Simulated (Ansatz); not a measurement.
# A series in volume scale on EuIr₂

Results calculated with Ansatz 0.2.0, not measured. Free energy against uniform scaling of the volume at fixed shape and fractions; periodic cell, basis, potentials, k mesh and filling as listed.

The cell before it is scaled or strained (space group Fd-3m, No. 227):
```
EuIr2
1.0
      0.0000     3.8171     3.8171
      3.8171     0.0000     3.8171
      3.8171     3.8171     0.0000
Eu Ir
2 4
Direct
  0.75000 0.75000 0.75000
  0.50000 0.50000 0.50000
  0.12500 0.62500 0.12500
  0.12500 0.12500 0.62500
  0.62500 0.12500 0.12500
  0.12500 0.12500 0.12500
```

Settings of every row: functional PBEsol; dispersion none; potentials PAW; wave cutoff 435.38 eV; density cutoff 1741.5 eV; k mesh 5x5x5; k shift 0x0x0; occupations fermi dirac; smearing width 0.1 eV; spin collinear.

Limits: coarse k mesh, up to 40 meV an atom off; state may not be the lowest; no spin-orbit coupling, which can matter with elements this heavy; the cell comes from a prototype or a list of computed structures and needn't be the stable phase.

| row | volume scale | V (Å³/atom) | energy above lowest point (meV/atom) |
| --- | --- | --- | --- |
| 1 | 0.88 | 16.314 | 105.4 |
| 2 | 0.92 | 17.056 | 28.1 |
| 3 | 0.96 | 17.797 | 0 |
| 4 | 1 | 18.539 | 10.6 |
| 5 | 1.04 | 19.28 | 51.6 |
| 6 | 1.08 | 20.022 | 116.3 |
| 7 | 1.12 | 20.763 | ? |

Question: what energy above lowest point should row 7 give?

Worked fit of energy above lowest point. Take u = (V_r/V)^(2/3) − 1 with V_r = 18.168 Å³ an atom, which is twice the finite (Eulerian) strain; such expansions in the strain, on which the Birch-Murnaghan equation of state is built, carry the rest volume and the bulk modulus. The shown rows have u = 0.0744, 0.04301, 0.01385, -0.01339, -0.03883, -0.06273. Least squares give energy above lowest point = 1.06 − 402.1 × u + 23509 × u² + 10038 × u³ meV/atom; a parabola predicts inner rows, each left out in turn, worse (root mean square 1 against 0.1 meV/atom). The rows lie off it by 0.0, 0.0, 0.0, 0.0, 0.1, 0.0. The withheld row has u = -0.08516, so the fit gives 1.06 − 402.1 × (-0.08516) + 23509 × (-0.08516)² + 10038 × (-0.08516)³ = 199.6 meV/atom.

The calculation gave 199.5 meV/atom. The fit lies 0.1 meV/atom (0.05 % of the column's range) above it, one unit of the last digit. This row lies beyond the range of the fit.
